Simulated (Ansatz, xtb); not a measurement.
## Relative energy of two isomers of C5H8BFSi

Structure X: `C=C(C)C#C[SiH2]BF`, a singlet. Structure Y: `C=C(C)C#CB[SiH2]F`, a singlet. Both are isolated molecules in the gas phase, relaxed with B3LYP/def2-SVP; the shapes shown needn't be the lowest conformers.

X (Å):

```xyz
16

C    -3.1209   -2.5190   -0.1756
C    -2.1610   -2.3854   -1.1126
C    -1.4852   -3.5677   -1.7721
C    -1.7272   -1.0864   -1.5356
C    -1.3271    0.0029   -1.9249
B    -1.9562    3.1666   -1.7226
F    -2.9815    2.9087   -0.9283
Si   -0.7839    1.6679   -2.4652
H    -3.4524   -3.5090    0.1489
H    -3.5931   -1.6485    0.2848
H    -1.6331   -3.5425   -2.8642
H    -1.8826   -4.5173   -1.3855
H    -0.3972   -3.5434   -1.5960
H     0.6286    1.9056   -2.0308
H    -0.7954    1.7436   -3.9599
H    -1.7538    4.3356   -1.9807
```

Y (Å):

| atom | x (Å) | y (Å) | z (Å) |
| --- | --- | --- | --- |
| C | -1.2480 | 1.8640 | 2.2844 |
| C | -1.3314 | 1.5038 | 0.9845 |
| C | -2.4810 | 1.9080 | 0.0879 |
| C | -0.2991 | 0.7043 | 0.4068 |
| C | 0.5662 | 0.0158 | -0.1351 |
| B | 1.5963 | -0.8176 | -0.8192 |
| F | 0.1116 | -0.7763 | -3.4759 |
| Si | 1.4632 | -1.3566 | -2.7537 |
| H | -0.4036 | 1.5549 | 2.9042 |
| H | -2.0258 | 2.4757 | 2.7504 |
| H | -3.2163 | 2.5186 | 0.6318 |
| H | -2.9901 | 1.0177 | -0.3152 |
| H | -2.1143 | 2.4839 | -0.7771 |
| H | 2.5665 | -1.2017 | -0.2060 |
| H | 1.4311 | -2.8457 | -2.8882 |
| H | 2.6338 | -0.8428 | -3.5298 |

Q: Estimate E(Y) − E(X) at the level CCSD(T)/def2-SVP + ΔMP2/def2-TZVPP.

A: Not settled: CCSD(T)/def2-SVP + ΔMP2/def2-TZVPP gives E(Y) − E(X) = −3.6 kcal/mol, but this leans on the basis-set step: CCSD(T) alone gives +0.3 kcal/mol.

How the difference moves with the method:

| level | geometry | E(Y) − E(X) (kcal/mol) | departure from the last row (kcal/mol) | job, with rough time for the two |
| --- | --- | --- | --- | --- |
| GFN2-xTB | GFN2-xTB | −17.8 | −14.2 | optimisation, 0.39 s |
| HF/STO-3G | GFN2-xTB | +30.6 | +34.2 | single point, 0.44 s |
| r2SCAN-D4/def2-SVP | GFN2-xTB | −2.1 | +1.6 | single point, 4.5 s |
| B3LYP/def2-SVP | B3LYP/def2-SVP | −2.0 | +1.7 | optimisation, 2.5 min |
| HF/def2-SVP | B3LYP/def2-SVP | −1.2 | +2.5 | part of the CCSD(T) run |
| MP2/def2-SVP | B3LYP/def2-SVP | −0.4 | +3.3 | part of the CCSD(T) run |
| CCSD(T)/def2-SVP | B3LYP/def2-SVP | +0.3 | +3.9 | single point |
| CCSD(T)/def2-SVP + ΔMP2/def2-TZVPP | B3LYP/def2-SVP | −3.6 |  | single point, 2 min |

As drawn, Y has 1 C–B, 1 F–Si in place of 1 C–Si, 1 B–F.

HF/STO-3G puts the two in the other order. MP2/def2-SVP, CCSD(T)/def2-SVP find them nearly level. The largest departure from CCSD(T)/def2-SVP + ΔMP2/def2-TZVPP is that of HF/STO-3G, 34.2 kcal/mol. A small imaginary or near-zero mode remains, so no thermal terms are given. The last row adds to CCSD(T) the change of the MP2 difference between the two basis sets, here −3.9 kcal/mol, a large step that makes the value less sure.

The correlated steps freeze 12 core orbitals. Codes used: Ansatz 0.2.0, xtb 6.7.1; the last row on 4 threads of Arm Neoverse V1 on a shared host.

The two isomers lie close in energy because the exchange of partners largely cancels. X keeps the very strong B–F bond, in which a fluorine lone pair donates into the empty boron p orbital. Y gives that up for a strong, highly polar Si–F bond and a C–B bond, where the alkynyl π system can donate into the same orbital, though less effectively than fluorine.

Electron correlation hardly alters this balance: in the def2-SVP basis, Hartree–Fock, MP2 and CCSD(T) span only −1.2 to +0.3 kcal/mol. The basis matters more. The minimal set has no d polarisation functions on silicon and describes polar Si–F bonding poorly, which probably explains most of its spurious preference for X. The shift towards Y in the larger basis suggests that the same deficiency persists, much reduced, in def2-SVP.

The results therefore support near-degeneracy better than a firm preference for Y, and they say nothing about the barrier to exchanging the fluorine and alkynyl groups.
